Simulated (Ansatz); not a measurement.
## Ta₂H: from λ and ω_log to T_c, calculated with Ansatz

Space group P-4m2 (No. 115), 3 atoms in the cell of the first input below: a = 3.349 Å, b = 3.349 Å, c = 3.385 Å, α = 90.00°, β = 90.00°, γ = 90.00°.

The structure comes from the Materials Project database of computed cells (whether it is a measured phase wasn't checked), relaxed without spin–orbit coupling to zero pressure (pressure 0.0 GPa with this functional, without spin–orbit coupling). Functional: PBEsol.

Input:

```yaml
crystal:
  lattice:
    - [3.349164111, 0.0, 0.0]
    - [0.0, 3.349164111, 0.0]
    - [0.0, 0.0, 3.3847937764]
  atoms:
    - { symbol: H, position: [0.0, 0.0, 0.0] }
    - { symbol: Ta, position: [0.5, 0.0, 0.7405118303] }
    - { symbol: Ta, position: [0.0, 0.5, 0.2594881697] }
basis:
  ecutwfc: 420
  ecutrho_ratio: 4
kpoints:
  mp_grid: { grid: [10, 10, 10] }
hamiltonian:
  xc: pbesol
scf:
  occupations: { method: methfessel_paxton, width: 0.2 }
output: {}
phonons:
  supercell: [2, 2, 2]
  qpath:
    path:
      - [[0.0, 0.0, 0.0], [0.0, 0.5, 0.0], [0.5, 0.5, 0.0], [0.0, 0.0, 0.0], [0.0, 0.0, 0.5], [0.0, 0.5, 0.5], [0.5, 0.5, 0.5], [0.0, 0.0, 0.5]]
      - [[0.0, 0.5, 0.0], [0.0, 0.5, 0.5]]
      - [[0.5, 0.5, 0.0], [0.5, 0.5, 0.5]]
    npoints: 6
  electrical_resistivity: { mesh: [20, 20, 20], temperatures: [50, 100, 200, 300, 500] }
  superconductivity: { mesh: [20, 20, 20], eliashberg_equations: false }
```

```bash
ansatz run input.yaml --threads 8 --pin off --max-ram 15360MiB --backend cpu --events-out ev --progress --plain --runs-dir out
```

Time: 4.9 min on 8 threads of Arm Neoverse N1, on a shared host, peak memory 3.5 GiB.

On the finest mesh λ = 0.3263, ω_log = 16.098 meV, N(E_F) = 0.724 states per eV, spin and cell. λ by mesh: 20×20×20 0.326, 10×10×10 0.328, 5×5×5 0.287. ω_log by mesh: 16.10, 16.51, 17.35 meV.

Q: What T_c does McMillan's formula in the Allen–Dynes form give for μ* = 0.10?

A: T_c = (ω_log/1.2) exp[−1.04(1+λ)/(λ − μ*(1+0.62λ))] = (186.81 K/1.2) × exp(−1.3794/0.2061) = 0.19 K. By mesh, finest first, the same formula gives 0.19, 0.21, 0.06 K.

```tsv
μ*	McMillan (K)	Allen–Dynes with strong-coupling factors (K)
0.08	0.39	0.39
0.10	0.19	0.20
0.12	0.08	0.08
0.13	0.05	0.05
0.14	0.03	0.03
0.16	0.01	0.01
0.20	0.00	0.00
```

Caveats: no spin-orbit coupling, which matters for these elements; small supercell, couplings not converged in it; with so small a supercell and a typed μ*, T_c can miss a measured one by a factor of two or more.

Ta₂H comes out as a weak-coupling superconductor, with T_c below 1 K for every μ* listed. At λ = 0.3263 the phonon attraction only modestly exceeds the Coulomb repulsion, so their small difference controls the exponent: raising μ* from 0.08 to 0.12 cuts T_c from 0.39 to 0.08 K. The same leverage explains the coarsest mesh, where a lower λ outweighs a higher ω_log. The strong-coupling factors change almost nothing, as expected in this regime.

The low ω_log suggests that the coupling is carried mainly by vibrations of the heavy Ta sublattice. Hydrogen's light mass gives stiff, high-frequency modes, but these probably add little to λ because the states at the Fermi level should be mostly Ta 5d, with H 1s weight pushed well below by Ta–H bonding. Hydrogen content alone therefore doesn't bring the high T_c associated with compressed hydrides. Whether hydrogen weakens the pairing relative to elemental tantalum can't be judged without a matching calculation for the pure metal.
